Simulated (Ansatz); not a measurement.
Phonon-limited resistivity of Tc — Ansatz, plane waves and PAW

Space group P6_3/mmc (No. 194), 2 atoms in the cell of the first input below: a = 2.723 Å, b = 2.723 Å, c = 4.360 Å, α = 90.00°, β = 90.00°, γ = 120.00°.

The cell was built from a prototype of a structure type listed for this element, relaxed without spin–orbit coupling to zero pressure (pressure 0.0 GPa with this functional, without spin–orbit coupling). Functional: PBEsol.

Input:

```yaml
crystal:
  lattice:
    - [2.7227423021, 0.0, 0.0]
    - [-1.3613711511, 2.3579640016, 0.0]
    - [0.0, 0.0, 4.3602905366]
  atoms:
    - { symbol: Tc, position: [0.3333333333, 0.6666666667, 0.75] }
    - { symbol: Tc, position: [0.6666666667, 0.3333333333, 0.25] }
basis:
  ecutwfc: 600
  ecutrho_ratio: 5
kpoints:
  mp_grid: { grid: [14, 14, 8] }
hamiltonian:
  xc: pbesol
scf:
  occupations: { method: methfessel_paxton, width: 0.2 }
output: {}
phonons:
  supercell: [2, 2, 2]
  qpath:
    path:
      - [[0.0, 0.0, 0.0], [0.5, 0.0, 0.0], [0.33333333, 0.33333333, 0.0], [0.0, 0.0, 0.0], [0.0, 0.0, 0.5], [0.5, 0.0, 0.5], [0.33333333, 0.33333333, 0.5], [0.0, 0.0, 0.5]]
      - [[0.5, 0.0, 0.5], [0.5, 0.0, 0.0]]
      - [[0.33333333, 0.33333333, 0.5], [0.33333333, 0.33333333, 0.0]]
    npoints: 6
  electrical_resistivity: { mesh: [28, 28, 16], temperatures: [50, 100, 200, 300, 500] }
  superconductivity: { mesh: [28, 28, 16], eliashberg_equations: false }
  masses: [{ species: Tc, mass: 98.0 }]
```

```bash
ansatz run input.yaml --threads 8 --pin off --max-ram 15360MiB --backend cpu --events-out ev --progress --plain --runs-dir out
```

Time: 2.7 min on 8 threads of Intel(R) Xeon(R) 6975P-C (Granite Rapids), with other jobs on the host, peak memory 5.6 GiB.

λ_tr,xx from the finest mesh down: 0.762, 0.775, 0.806. The next coarser mesh moves the resistivity at 300 K by 5 % along the axis that moves most.

The run gives λ_tr,xx = 0.762 and a Drude plasma energy ħω_p,xx = 7.79 eV.

Estimate the resistivity along x at 300 K from the high-temperature formula.

ħ/τ = 2π λ_tr k_B T = 0.1238 eV and ρ = 1/(ε0 ω_p² τ) = 15.17 μΩ cm. The Boltzmann solution gives 14.31 μΩ cm, so the estimate is 6 % high.

```json
{"T (K)": "50", "ρ_xx (μΩ cm)": "0.41", "ρ_zz (μΩ cm)": "0.31", "formula, xx": "2.53", "R_H, field along x (10⁻¹¹ m³/C)": "16.5", "R_H, field along z (10⁻¹¹ m³/C)": "13.7"}
{"T (K)": "100", "ρ_xx (μΩ cm)": "2.93", "ρ_zz (μΩ cm)": "2.17", "formula, xx": "5.06", "R_H, field along x (10⁻¹¹ m³/C)": "16.6", "R_H, field along z (10⁻¹¹ m³/C)": "14.2"}
{"T (K)": "200", "ρ_xx (μΩ cm)": "8.81", "ρ_zz (μΩ cm)": "6.38", "formula, xx": "10.11", "R_H, field along x (10⁻¹¹ m³/C)": "16.4", "R_H, field along z (10⁻¹¹ m³/C)": "14.5"}
{"T (K)": "300", "ρ_xx (μΩ cm)": "14.31", "ρ_zz (μΩ cm)": "10.31", "formula, xx": "15.17", "R_H, field along x (10⁻¹¹ m³/C)": "16.4", "R_H, field along z (10⁻¹¹ m³/C)": "14.6"}
{"T (K)": "500", "ρ_xx (μΩ cm)": "25.08", "ρ_zz (μΩ cm)": "18.05", "formula, xx": "25.28", "R_H, field along x (10⁻¹¹ m³/C)": "16.4", "R_H, field along z (10⁻¹¹ m³/C)": "14.5"}
```

R_H depends on the direction of the field. At 300 K the next coarser mesh moves R_H by up to 2 %.

At 50 K the solution is 0.16 times the linear formula, and at 500 K 0.99 times. The formula is meant for temperatures above the phonon energies and for bands that vary little within k_B T.

Caveats: not converged in the fine mesh; small supercell, couplings not converged in it.

The resistivity falls much faster than linearly on cooling because the phonons that scatter electrons through large angles freeze out, while the remaining long-wavelength modes relax the current poorly. The linear formula keeps all modes classically populated, so it fails badly at 50 K and approaches the Boltzmann result on heating.

Conduction is easier along z at every temperature, and the ratio of the two resistivities changes little above 100 K. This suggests that the anisotropy comes largely from the Fermi velocities of the d-derived sheets, though direction-dependent scattering could contribute.

The positive Hall coefficients point to a predominantly hole-like response. With several sheets of differing curvature, they don't give a carrier density. Their weak temperature dependence suggests that the relative scattering weights across the Fermi surface shift little.

Measured room-temperature resistivities of polycrystalline Tc are generally somewhat higher than these values, probably in part because defect scattering is absent here, although underestimated electron–phonon coupling would act in the same direction.
